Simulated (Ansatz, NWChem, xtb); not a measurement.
# Ligand exchange: C2H7N + SiH3(InH2) → CH7NSi + InH2(CH3)

Gas-phase species: C2H7N (dimethylamine) `CNC`, singlet; SiH3(InH2), singlet; CH7NSi `CN[SiH3]`, singlet; InH2(CH3), singlet. The partners trade CH3 for SiH3: N–CH3 and In–SiH3 bonds give way to N–SiH3 and In–CH3.

Shapes, held fixed at every level: PBE0-D4/def2-TZVP. Programs: Ansatz 0.2.0, xtb 6.7.1. Electronic energies: no zero-point or thermal term.

| level | kind | ΔE (kJ/mol) | less CCSD(T)/def2-TZVPP |
| --- | --- | --- | --- |
| GFN1-xTB | semi-empirical | -88.8 | -24.8 |
| r2SCAN-D4/def2-TZVPP | meta-GGA | -58.2 | +5.8 |
| wB97M-V/def2-TZVPP | range-separated hybrid | -64.1 | -0.1 |
| wB97X-V/def2-TZVPP | range-separated hybrid | -59.4 | +4.6 |
| MP2/def2-SVP | perturbation theory | -52.4 | +11.6 |
| CCSD(T)/def2-SVP | coupled cluster or CI | -40.1 | +23.9 |
| CCSD/def2-TZVPP | coupled cluster or CI | -63.9 | +0.1 |
| CCSD(T)/def2-TZVPP | coupled cluster or CI | -64.0 | 0.0 |

The highest level, CCSD(T)/def2-TZVPP, gives ΔE = -64.0 kJ/mol; the levels span -88.8 to -40.1. The column of differences is taken from that level and isn't an error. No measured value is set beside it here. For atoms past krypton def2 sets carry core potentials with scalar relativity. Outer-core shells of In are correlated, in sets that cover them unevenly.

Every level favours the exchange that puts silyl on nitrogen and methyl on indium, with ΔE = -64.0 kJ/mol at CCSD(T)/def2-TZVPP. The preference fits bond polarity: electropositive silicon gains more than carbon from binding to nitrogen, through a strongly polar Si–N bond helped by donation of the nitrogen lone pair into silyl σ* orbitals. On the other side, the weakly polar In–Si bond gives way to a more polar In–C bond. The driving force is therefore probably shared between the two centres, though the total energy alone can't apportion it.

The size of the preference depends far more on the basis than on the triples. CCSD and CCSD(T) nearly coincide in def2-TZVPP, whereas CCSD(T) in def2-SVP gives only -40.1 kJ/mol, probably because the smaller set describes polarisation and correlation in the polar bonds too poorly. MP2 lies closer to the reference than CCSD(T) does in that same small set, which points to error cancellation. The small triples contribution doesn't establish convergence with basis size.
